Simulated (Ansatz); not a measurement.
# Abstraction of H: C2H4Si + InH2 → C2H3Si + InH3

Species: C2H4Si (ethynylsilane) `C#C[SiH3]`, singlet; InH2 `[InH2]`, doublet; C2H3Si `C#C[SiH2]`, doublet; InH3 `[InH3]`, singlet. A radical takes H: the energy is the difference in strength between the Si–H bond broken and the In–H bond made.

Shapes, held fixed at every level: PBE0-D4/def2-TZVP. Programs: Ansatz 0.2.0. The zero-point and thermal change to 298 K, harmonic and unscaled (PBE0-D4/def2-TZVP), is -4.8 kJ/mol.

(1) Estimate ΔH(298 K) of this reaction.

Results:

(1) The highest level, CCSD(T)/def2-TZVPP, gives ΔH(298 K) = +76.8 kJ/mol; the levels span +65.8 to +96.2. The column of differences is taken from that level and isn't an error. No measured value is set beside it here. Spin contamination: C2H3Si (⟨S²⟩ up to 0.85). Open shells run unrestricted unless RO is named. For atoms past krypton def2 sets carry core potentials with scalar relativity. Correlated rows may include outer-core shells of In, which these sets cover unevenly.

```json
{"level": "SPW92/def2-TZVPP", "kind": "LDA", "ΔH(298 K) (kJ/mol)": "+65.8", "less CCSD(T)/def2-TZVPP": "-11.0"}
{"level": "r2SCAN0-D4/def2-TZVPP", "kind": "global hybrid", "ΔH(298 K) (kJ/mol)": "+71.3", "less CCSD(T)/def2-TZVPP": "-5.5"}
{"level": "wB97X-V/def2-TZVPP", "kind": "range-separated hybrid", "ΔH(298 K) (kJ/mol)": "+74.7", "less CCSD(T)/def2-TZVPP": "-2.1"}
{"level": "MP2/def2-SVP", "kind": "perturbation theory", "ΔH(298 K) (kJ/mol)": "+96.2", "less CCSD(T)/def2-TZVPP": "+19.4"}
{"level": "CCSD(T)/def2-SVP", "kind": "coupled cluster or CI", "ΔH(298 K) (kJ/mol)": "+79.0", "less CCSD(T)/def2-TZVPP": "+2.2"}
{"level": "CCSD/def2-SVP", "kind": "coupled cluster or CI", "ΔH(298 K) (kJ/mol)": "+79.0", "less CCSD(T)/def2-TZVPP": "+2.2"}
{"level": "CCSD/def2-TZVPP", "kind": "coupled cluster or CI", "ΔH(298 K) (kJ/mol)": "+77.7", "less CCSD(T)/def2-TZVPP": "+0.9"}
{"level": "CCSD(T)/def2-TZVPP", "kind": "coupled cluster or CI", "ΔH(298 K) (kJ/mol)": "+76.8", "less CCSD(T)/def2-TZVPP": "0.0"}
```

Hydrogen transfer from ethynylsilane to InH2 is clearly endothermic at every level, so the Si–H bond broken is stronger than the In–H bond made. The main reason is probably the weakness of the latter: indium's diffuse 5s and 5p orbitals overlap poorly with hydrogen 1s. The ethynyl group should stabilise the silyl radical by spreading its spin into the π system, but the mismatch between silicon 3p and carbon 2p orbitals limits this gain, which evidently does not offset the difference in bond strength.

The coupled-cluster values barely move with triples or the larger basis. MP2 stands well above CCSD in the same small basis, so basis size cannot account for that gap; spin contamination of the delocalised product radical probably does. The sign implies that InH3 is thermodynamically able to donate hydrogen to the ethynylsilyl radical. Whether InH2 would instead add to the triple bond is left open.
